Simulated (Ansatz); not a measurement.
## TaN: energy above lowest point against volume scale

Results calculated with Ansatz 0.2.0, not measured. Free energy against uniform scaling of the volume at fixed shape and fractions; periodic cell, basis, potentials, k mesh and filling as listed.

The cell before it is scaled or strained (space group Fm-3m, No. 225):
```
CELL_PARAMETERS angstrom
0.00000 2.17900 2.17900
2.17900 0.00000 2.17900
2.17900 2.17900 0.00000
ATOMIC_POSITIONS crystal
Ta 0.50000 0.50000 0.50000
N 0.00000 0.00000 0.00000
```

Settings of every row: functional PBE; dispersion none; potentials all-electron LAPW; k mesh 11x11x11; k shift 0x0x0; occupations gaussian; smearing width 0.1 eV; spin none.

Limits: coarse k mesh, up to 40 meV an atom off; no spin-orbit coupling, which can matter with elements this heavy.

```csv
row,volume scale,V (Å³/atom),energy above lowest point (meV/atom)
1,0.94,9.725,126.1
2,0.96,9.932,?
3,0.98,10.139,43.1
4,1,10.346,19
5,1.02,10.553,4.9
6,1.04,10.76,0
7,1.06,10.967,3.3
```

Question: what energy above lowest point should row 2 give?

Worked fit of energy above lowest point. Take u = (V_r/V)^(2/3) − 1 with V_r = 10.45 Å³ an atom, which is twice the finite (Eulerian) strain; such expansions in the strain, on which the Birch-Murnaghan equation of state is built, carry the rest volume and the bulk modulus. The shown rows have u = 0.0491, 0.02035, 0.00669, -0.00652, -0.0193, -0.03168. Least squares give energy above lowest point = 10.72 + 1058.8 × u + 26136 × u² + 3272 × u³ meV/atom; a parabola predicts inner rows, each left out in turn, worse (root mean square 0.073 against 0.043 meV/atom). All shown rows lie on it to the printed digit. Its lowest point lies at u = -0.0203, or V = 10.78 Å³ an atom, and the curvature there gives the bulk modulus at fixed shape and fractions, B = (4/9)(1 + u)² E″(u)/V = 329 GPa. The withheld row has u = 0.03447, so the fit gives 10.72 + 1058.8 × (0.03447) + 26136 × (0.03447)² + 3272 × (0.03447)³ = 78.4 meV/atom.

The calculation gave 78.4 meV/atom. The fit meets it to the printed digit.
